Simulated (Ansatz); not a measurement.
# A series in volume scale on YS₂

Free energy against uniform scaling of the volume at fixed shape and fractions; periodic cell, basis, potentials, k mesh and filling as listed. The results are calculated, by Ansatz 0.2.0.

The cell before it is scaled or strained (space group Fd-3m, No. 227):
```
CELL_PARAMETERS angstrom
0.00000 3.91470 3.91470
3.91470 0.00000 3.91470
3.91470 3.91470 0.00000
ATOMIC_POSITIONS crystal
Y 0.00000 0.00000 0.00000
Y 0.25000 0.25000 0.25000
S 0.62500 0.62500 0.62500
S 0.12500 0.62500 0.62500
S 0.62500 0.12500 0.62500
S 0.62500 0.62500 0.12500
```

Settings of every row: functional PBE; dispersion none; potentials PAW; wave cutoff 450 eV; density cutoff 1800 eV; k mesh 4x4x4; k shift 0x0x0; occupations fermi dirac; smearing width 0.1 eV; spin none.

Limits: coarse k mesh, up to 40 meV an atom off; the cell comes from a prototype or a list of computed structures and needn't be the stable phase.

| row | volume scale | V (Å³/atom) | pressure (GPa) | energy above lowest point (meV/atom) |
| --- | --- | --- | --- | --- |
| 1 | 0.88 | 17.598 | 9.39 | 59.8 |
| 2 | 0.92 | 18.398 | 5.45 | 23.1 |
| 3 | 0.96 | 19.198 | ? | ? |
| 4 | 1 | 19.997 | -0.43 | 0 |
| 5 | 1.04 | 20.797 | -2.62 | 7.8 |
| 6 | 1.08 | 21.597 | -4.43 | 25.5 |
| 7 | 1.12 | 22.397 | -5.93 | 51.5 |

Question: what pressure and energy above lowest point should row 3 give?

Worked fit of pressure. Take u = (V_r/V)^(2/3) − 1 with V_r = 20.397 Å³ an atom, which is twice the finite (Eulerian) strain; such expansions in the strain, on which the Birch-Murnaghan equation of state is built, carry the rest volume and the bulk modulus. The shown rows have u = 0.10341, 0.07118, 0.01329, -0.01286, -0.03739, -0.06045. Least squares give pressure = −1.577 + 83.629 × u + 201.39 × u² + 149.8 × u³ GPa; a parabola predicts inner rows, each left out in turn, worse (root mean square 0.026 against 0.0006 GPa). All shown rows lie on it to the printed digit. The pressure vanishes at u = 0.0181, or V = 19.86 Å³ an atom, and there the bulk modulus at fixed shape and fractions is B = −V dP/dV = (2/3)(1 + u) dP/du = 61.8 GPa. The withheld row has u = 0.04121, so the fit gives −1.577 + 83.629 × (0.04121) + 201.39 × (0.04121)² + 149.8 × (0.04121)³ = 2.22 GPa.

The calculation gave 2.22 GPa. The fit meets it to the printed digit.

Worked fit of energy above lowest point. Take u = (V_r/V)^(2/3) − 1 with V_r = 20.397 Å³ an atom, which is twice the finite (Eulerian) strain; such expansions in the strain, on which the Birch-Murnaghan equation of state is built, carry the rest volume and the bulk modulus. The shown rows have u = 0.10341, 0.07118, 0.01329, -0.01286, -0.03739, -0.06045. Least squares give energy above lowest point = 2.52 − 301.49 × u + 8360.1 × u² − 860 × u³ meV/atom; a parabola predicts inner rows, each left out in turn, worse (root mean square 0.15 against 0.04 meV/atom). All shown rows lie on it to the printed digit. Its lowest point lies at u = 0.0181, or V = 19.86 Å³ an atom, and the curvature there gives the bulk modulus at fixed shape and fractions, B = (4/9)(1 + u)² E″(u)/V = 61.8 GPa. The withheld row has u = 0.04121, so the fit gives 2.52 − 301.49 × (0.04121) + 8360.1 × (0.04121)² − 860 × (0.04121)³ = 4.2 meV/atom.

The calculation gave 4.2 meV/atom. The fit meets it to the printed digit.
